An oxygen atom midway between two titanium atoms seems a poor way to put a crystal under pressure. Move it towards one neighbour, and one contact becomes shorter by as much as the other becomes longer. The push of the first and the pull of the second should cancel, and the pressure should stay where it was. In this density-functional calculation it rises, whichever way the oxygen goes.

Ti4O3 (I4/mmm, 7-atom cell, 10.40 Å³ an atom) with one O atom moved along the c axis, all else fixed. Plane-wave DFT with Ansatz 0.2.0: PBEsol, scalar-relativistic PAW, no spin polarisation, 420 eV cutoff, 14×14×14 k mesh, 0.15 eV Gaussian smearing. Energy changes are free energies relative to the undisturbed cell; pressure is positive in compression.

```
displacement (Å)  energy change (eV a cell)  force along direction (eV/Å summed over the moved atoms)  pressure (GPa)
          -0.100                      0.071                                                     1.438            0.59
         -0.0333                      0.008                                                     0.466            0.09
               0                      0.000                                                     0.000            0.03
          0.0167                      0.002                                                    -0.233            0.04
          0.0500                      0.018                                                    -0.702            0.17
          0.0667                      0.031                                                    -0.943            0.27
          0.0833                      0.049                                                    -1.187            0.41
```

The energy seems to speak for the naive picture. Doubling the displacement from 0.0500 to 0.100 Å raises the energy change about fourfold, from 0.018 to 0.071 eV, as it would for an atom held by ideal springs. The force along the direction, which drives the oxygen back to the middle, is also nearly proportional to the displacement. So the tempting conclusion is that the contacts behave as ideal springs and that any departure from them is too small to matter.

That conclusion can be tested, because a contact adds to the stress along its own line by its force times its length. Let x be the size of the displacement and r the undisturbed contact length, 2.052 Å. Two equal ideal springs would push and pull with the same force f, and their joint contribution would be

(r − x)·f − (r + x)·f = −2·x·f

The pull acts over the longer contact and wins, so the pressure along the line should fall. At -0.100 Å ideal springs with the computed stiffness would lower it by about 0.3 GPa, whereas the calculation raises it by 1.6 GPa.

A second explanation looks only at the squeezed contact and lets the pressure grow in proportion to the displacement. An effect in proportion to the displacement does exist, but it lies across the line of motion. The difference between the two sideways stresses is -0.79 GPa at -0.100 Å and +0.40 GPa at 0.0500 Å, so it changes sign with the direction of motion. Moving the oxygen the other way gives the same crystal turned over, by a half turn about the diagonal between the two sideways directions, which exchanges them. The pressure is the average over all three directions and can't keep an effect of this kind. What remains follows the square of the displacement: above the 0.03 GPa left in the undisturbed cell, the pressure rises by 0.14 GPa at 0.0500 Å and by 0.56 GPa at -0.100 Å. That is four times as much, where the second explanation asks for twice.

The third explanation drops the ideal springs. Atoms resist being pressed together more and more steeply, while a stretched contact pulls back less and less steeply. To the first correction this reads

push = a·x + b·x²
pull = a·x − b·x²

with a the stiffness of one contact and b its departure from an ideal spring. The oxygen is driven back by both forces together, so the b terms cancel and the energy curve remains almost a parabola. The crystal as a whole feels push against pull, and there the b terms add. A nearly perfect parabola can therefore hide contacts that are far from ideal.

The forces on the two titanium atoms show this imbalance. At -0.100 Å the nearer one is pushed away with 0.855 eV/Å, while the farther one is drawn after the oxygen with only 0.542 eV/Å. Taking these as the forces of the two contacts, and dividing by the cell volume of 7 × 10.40 = 72.8 Å³, gives the rise of pressure along the line:

(1.952 × 0.855 − 2.152 × 0.542) / 72.8 ≈ 0.0069 eV/Å³ ≈ 1.1 GPa

This estimate has no adjustable constant. It has the right sign and reaches 69% of the computed rise, a share that is the same in all displaced rows.

The missing third marks the limit of the picture. A force on a titanium atom is not strictly the force of one contact, since the electrons around it also rearrange when the oxygen moves, even with all other atoms held fixed. The oxygen's sideways neighbours feel only weak forces along the line, too weak to fill the gap in the same picture. One of the unmoved oxygen atoms feels more, 0.22 eV/Å at -0.100 Å, so the disturbance reaches beyond the nearest neighbours, but the results don't divide the remainder among its possible causes. The steady share doesn't confirm the model anew in each row, because estimate and result both grow as the square of the displacement.

For practical use, the same finding can be put in terms of volume. A pressure that appears on displacement means that the displaced crystal would lower its energy by expanding, so the restoring stiffness must fall as the cell grows. Fits over all seven rows, with a square law for the pressure rise and a slightly stiffening spring for the force, imply a loss of about 4% in stiffness for each per cent of volume; the analysis printed below gives the details. The figure holds for a cell that grows evenly in all directions while its atoms keep their relative places, and no second volume was calculated to check it. It describes one of the three oxygen atoms moving in step in every cell while all other atoms stay still, which is not by itself a vibration of the crystal. Spin was left out, and the PAW datasets were made for PBE, not PBEsol; what either choice does to the stiffness is untested. The reasoning carries over to any atom midway between two like neighbours: if its contacts stiffen on shortening strongly enough to outweigh the longer reach of the pull, displacement either way should press the crystal outwards along that line.

Output of the analysis:

```
fit of force_along_direction on 7 rows: coefficient of d -13.94 +/- 0.0046, coefficient of d3 -44.24 +/- 0.61; rms 0.00024, worst 0.05 -0.000487, leave-one-out rms 0.000468
fit of prise on 7 rows: coefficient of d2 55.41 +/- 0.35; rms 0.00433, worst 0.0667 0.0065, leave-one-out rms 0.00672
Forces on the two axial Ti and in-plane stress:
      row  push on near Ti (eV/A)  pull on far Ti (eV/A)  stress xx less yy (GPa)
     -0.1                  0.8553                 0.5424                  -0.7915
  -0.0333                  0.2442                   0.21                  -0.2633
      0.0                       0                      0                        0
   0.0167                  0.1179                 0.1093                    0.132
     0.05                  0.3809                 0.3036                   0.3954
   0.0667                   0.528                 0.3901                   0.5276
   0.0833                  0.6853                 0.4692                   0.6591
Rise of axial pressure in GPa:
      row  computed  ideal springs  unequal push and pull
     -0.1     1.597        -0.3068                  1.105
  -0.0333    0.1755       -0.03402                 0.1212
      0.0         0              0                      0
   0.0167   0.04411      -0.008556                0.03049
     0.05    0.3962       -0.07669                 0.2738
   0.0667    0.7066        -0.1365                  0.488
   0.0833     1.105        -0.2129                 0.7643
Pressure rise at -0.100 over that at 0.0500: 4
Stiffening of force over displacement at 0.1 A against the harmonic limit, percent: 3.174
Push over pull at -0.100: 1.577
Share of the force on O balanced by the two axial Ti at -0.100, percent: 97.2
Smallest share of axial rise given by unequal push and pull, percent: 69.04
Largest share of axial rise given by unequal push and pull, percent: 69.21
Axial part of the whole pressure rise at -0.100, percent: 95.08
Percent change of stiffness per percent of volume: -4.279
Grueneisen-like number, minus half of that: 2.139
```
